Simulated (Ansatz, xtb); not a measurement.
Ligand exchange: SiH3Br + SiH3F → SiH3(SiH3) + BrF

Species: SiH3Br `[SiH3]Br`, singlet; SiH3F `F[SiH3]`, singlet; SiH3(SiH3), singlet; BrF (bromine fluoride), singlet. The partners trade Br for SiH3: Si–Br and F–SiH3 bonds give way to Si–SiH3 and F–Br.

Shapes, held fixed at every level: PBE0-D4/def2-TZVP. Programs: Ansatz 0.2.0, xtb 6.7.1. The zero-point and thermal change to 298 K, harmonic and unscaled (PBE0-D4/def2-TZVP), is -5.0 kJ/mol.

```tsv
level	kind	ΔH(298 K) (kJ/mol)	less CCSD(T)/def2-TZVPP	CPU time (sum over the molecules)
GFN1-xTB	semi-empirical	+599.4	+147.5	0.16 s
r2SCAN-D4/def2-TZVPP	meta-GGA	+443.8	-8.1	16 s
B3LYP-D4/def2-TZVPP	global hybrid	+434.4	-17.5	11 s
r2SCAN0-D4/def2-TZVPP	global hybrid	+460.0	+8.1	16 s
wB97M-V/def2-TZVPP	range-separated hybrid	+448.8	-3.1	32 s
MP2/def2-TZVPP	perturbation theory	+480.1	+28.2	–
CCSD(T)/def2-SVP	coupled cluster or CI	+439.0	-12.9	5.1 s
CCSD(T)/def2-TZVPP	coupled cluster or CI	+451.9	0.0	45 s
```

The highest level, CCSD(T)/def2-TZVPP, gives ΔH(298 K) = +451.9 kJ/mol; the levels span +434.4 to +599.4. GFN1-xTB strays far from the other rows. The column of differences is taken from that level and isn't an error. No measured value is set beside it here. Relativity is left out for Br unless named. Correlated rows may include outer-core shells of Br, which these sets cover unevenly. Times are processor times on shared x86 and Arm servers, and rough.

The exchange is strongly endothermic at every level, and the spread among the density functionals and coupled-cluster rows is small beside the reaction enthalpy itself. The cost comes from giving up two polar silicon–halogen bonds, above all the very strong Si–F bond, for a nearly nonpolar Si–Si bond and a weak interhalogen bond. Fluorine loses an electropositive partner and gains bromine, where the charge separation is smaller and lone-pair repulsion weakens the bond. In formal terms, silicon is reduced and bromine oxidised, against their usual preferences.

Exact exchange raises the enthalpy from r2SCAN to r2SCAN0, yet the hybrid B3LYP gives the lowest value, so the hybrid label alone doesn't order the functionals. MP2 lies 28.2 kJ/mol above CCSD(T) in the same basis, probably because it describes correlation unevenly between the polar Si–X bonds and the products. With equal numbers of gas molecules on both sides, entropy is unlikely to overturn the preference for the halosilanes. The reaction enthalpy doesn't show how fast BrF would attack the Si–Si bond in reverse.
